How much more pressure does it take to shrink WSe₂ by another 3 %, when it is already under load? The table gives the pressure at six volumes and leaves it open at the smallest. The relaxed shape of that smallest cell is known, and the forecast will use it.

WSe₂ (P6₃/mmc, 6 atoms per cell), computed with Ansatz 0.2.0 using PBEsol+D3(BJ) and scalar-relativistic PAW, without spin polarization. The plane-wave cutoff is 420 eV, the k mesh 12×12×2 and the Gaussian smearing 0.02 eV. Cell shape and atoms were relaxed at fixed volume with a force tolerance of 0.01 eV/Å; positive pressure means compression.

| volume (relaxed cell) (Å³/atom) | c/a (relaxed cell) | shortest distance (relaxed cell) (Å) | pressure (GPa) |
| --- | --- | --- | --- |
| 16.456 | 3.7597 | 2.472 | ? |
| 17.016 | 3.7668 | 2.483 | 9.530 |
| 17.578 | 3.7817 | 2.494 | 5.550 |
| 18.139 | 3.8078 | 2.503 | 2.410 |
| 19.261 | 3.8905 | 2.517 | -1.760 |
| 19.822 | 3.9500 | 2.522 | -2.950 |
| 20.570 | 4.0557 | 2.525 | -3.800 |

Each cell was held at its volume while its shape and atoms relaxed. The stress is therefore nearly the same in all directions: positive where the crystal pushes outward, negative where it is under tension. WSe₂ consists of covalent Se–W–Se layers separated by gaps with no covalent bonds across them. The same pressure acts on the stiff layer and on the soft gap, and the softer one yields more.

Two limiting cases frame the table. If the gap were perfectly soft, the layer would keep its area, and a change of volume would only alter the height. If the crystal yielded equally along and across the layers, it would shrink alike in three directions, and the layer's area would carry two thirds of the volume change. A real layered crystal moves from the first case towards the second as it is squeezed.

**From 17.016 to 18.139 Å³/atom.** Pressure falls steeply here, by 3.98 GPa in the first step alone. In that step the layer's area carries 59 % of the volume change, close to the two thirds of a crystal that shrinks alike in all directions. The gap, measured between the planes of Se nuclei, is only 2.56 Å wide at the start. Theory gives the reason: the filled electron shells of facing Se atoms overlap, and their repulsion grows roughly exponentially as they approach.

**From 18.139 to 19.261 Å³/atom.** The pressure changes sign, so the volume at which this crystal would rest lies in between. There the repulsion across the gap balances the dispersion attraction. The position of this balance depends on the level of theory, PBEsol with a D3 correction. The measured volume, roughly 20 Å³/atom as recalled, lies where the calculation already finds a tension of about 3 GPa. Too strong a dispersion attraction and the soft PAW set used here are possible causes, but the table tests neither, and absolute pressures should be read with this offset in mind.

**From 19.261 to 20.570 Å³/atom.** The curve flattens: the last step, though larger than the first, lowers the pressure by only 0.85 GPa. In that step the layer's area carries only 19 % of the volume change, and the opening gap takes all of the rest, since the layer itself grows no thicker. In theory, repulsion and attraction across the gap both weaken as it opens. The repulsion still loses more, so the tension keeps growing, but the two losses partly cancel. In row 19.822 the stresses along the layer and across it still differ by 0.07 GPa, so slopes in this stretch are good to about a tenth.

The two directions soften very differently. Per relative growth in height, the pressure drop shrinks from 296 GPa in the first known step to 28 GPa in the last. Per relative growth of the layer's edge $a$, it shrinks only from 418 to 240 GPa. These are not elastic constants, since both lengths change together. They do show that the edge is the steadier guide to pressure.

**Back to the top row.** The edge can serve as a pressure gauge. Cut the crystal upright and look at one layer with its share of the gap, a strip of height $c/2$. The pressure $P$ pushes on it with a force $Pc/2$ per length of cut, and the in-plane resistance must balance that force. For small strains the resistance can be expanded to second order:

$$P\,\frac{c}{2}=k_0+k_1e+k_2e^2,\qquad e=\ln\frac{a}{3.249\ \text{Å}}.$$

The reference length is the edge in row 19.261. The three constants were fitted to the six known rows, which the formula reproduces to within 0.03 GPa. They also absorb sideways forces from the gap and the effect of the pressure that acts on the layer's faces, so they don't describe a free layer.

For the withheld row, volume and c/a give $a=3.118$ Å and $c/2=5.862$ Å, hence $e\approx-0.041$. With $k_0=-11$, $k_1=-1859$ and $k_2=11623$ GPa Å,

$$P\approx\frac{-11+76+20}{5.86}\ \text{GPa}\approx14.5\ \text{GPa}.$$

This row took no part in the fit. In a rehearsal, the same formula fitted to the five larger volumes put row 17.016 at 9.63 GPa, 0.10 GPa above the computed value. The usual alternative, a third-order Birch–Murnaghan equation, also has three constants but uses volume alone; it gives 15.0 GPa for the withheld row.

The forecast is the gauge's own value, 14.5 GPa, with a margin of ±0.5 GPa. The rise from row 17.016 should exceed the preceding rise of about 4 GPa. The margin is a judgement about extrapolation and the choice of formula, not a statistical error. Nor does it cover errors from the k mesh. The runs themselves report no warning, but going by the data makers' tests on other systems, the mesh may be coarse for the four smallest volumes, this one included, and a band crossing between the sampled k points could be missed there.

The withheld rows as computed:

| volume (relaxed cell) (Å³/atom) | c/a (relaxed cell) | shortest distance (relaxed cell) (Å) | pressure (GPa) |
| --- | --- | --- | --- |
| 16.456 | 3.7597 | 2.472 | 14.460 |

The gauge is 0.03 GPa too high, or 0.2 % of the computed pressure. That is closer than the method can promise: the rehearsal missed by more over a similar step, and its fit to the five larger volumes overshoots this row by 0.24 GPa. The gauge probably works because the in-plane resistance changes smoothly with the edge, so that a second-order formula still holds one step beyond the data. It also had the relaxed shape to work with; for a volume of unknown shape, the edge would have to be predicted first.

The pressure rises by $14.46-9.53=4.93$ GPa, more than in the preceding step, as forecast. Divided by the relative shrinkage of the edge, 0.0105, this is about 470 GPa, moderately above the earlier 418. Divided by that of the height, 0.0124, it is about 400 GPa, well above the earlier 296. The height is thus still stiffening faster than the edge, and the crystal comes closer to shrinking alike in all directions. The gap itself remains the soft part: it closes by about 3 % in this step, while the layer even becomes slightly thicker.

The Birch–Murnaghan equation overshoots by 0.51 GPa. A likely reason is that it sees only the volume, while the way a volume change divides between layer and gap shifts along the series. Its three constants must imitate that shift, and they carry the imitation beyond the data. The printed output below shows both fits and the rehearsal.

For a similar layered crystal, the first question is how far its gap has closed. A wide gap means that the height yields most and pressure builds slowly. Once the facing atoms are pressed together, the layers take a larger share of the shrinkage, and each further step in volume costs more.

Printed output of the fit:

```
Geometry from volume, c/a and W-Se distance:
     row  edge_a_A  half_c_A  layer_thickness_A  gap_A
  16.456     3.118     5.862              3.388  2.474
  17.016     3.151     5.935              3.379  2.556
  17.578     3.182     6.016              3.374  2.642
  18.139     3.208     6.107              3.368  2.739
  19.261     3.249      6.32              3.356  2.964
  19.822     3.264     6.446              3.352  3.094
   20.57     3.275     6.642              3.346  3.296
Pressure drop per relative growth of edge a, 17.016 to 17.578 (GPa): 418.3
Pressure drop per relative growth of edge a, 19.822 to 20.570 (GPa): 239.8
Pressure drop per relative growth of height c, 17.016 to 17.578 (GPa): 295.6
Pressure drop per relative growth of height c, 19.822 to 20.570 (GPa): 28.38
Share of logarithmic volume change from layer area, 17.016 to 17.578 (percent): 58.57
Share of logarithmic volume change from layer area, 19.822 to 20.570 (percent): 19.14
fit of pressure on 6 rows: coefficient of g0 -11 +/- 0.084, coefficient of g1 -1859 +/- 11, coefficient of g2 11623 +/- 445; rms 0.0174, worst 17.578 -0.0263, leave-one-out rms 0.0497
  rows outside the fit (model, value, miss): 16.456 14.49, 14.46, 0.0322
fit of pressure on 5 rows (vol > 17.2): coefficient of g0 -11.08 +/- 0.084, coefficient of g1 -1848 +/- 11, coefficient of g2 12657 +/- 723; rms 0.0124, worst 19.822 -0.0225, leave-one-out rms 0.0302
  rows outside the fit (model, value, miss): 16.456 14.7, 14.46, 0.239; 17.016 9.632, 9.53, 0.102
fit of pressure on 6 rows: coefficient of b1 325 +/- 30, coefficient of b2 -769.9 +/- 62, coefficient of b3 447.3 +/- 31; rms 0.0743, worst 19.261 0.0839, leave-one-out rms 0.226
  rows outside the fit (model, value, miss): 16.456 14.97, 14.46, 0.508
Pressure rise from 17.578 to 17.016 (GPa): 3.98
Forecast pressure rise from 17.016 to 16.456, gauge model (GPa): 4.962
```
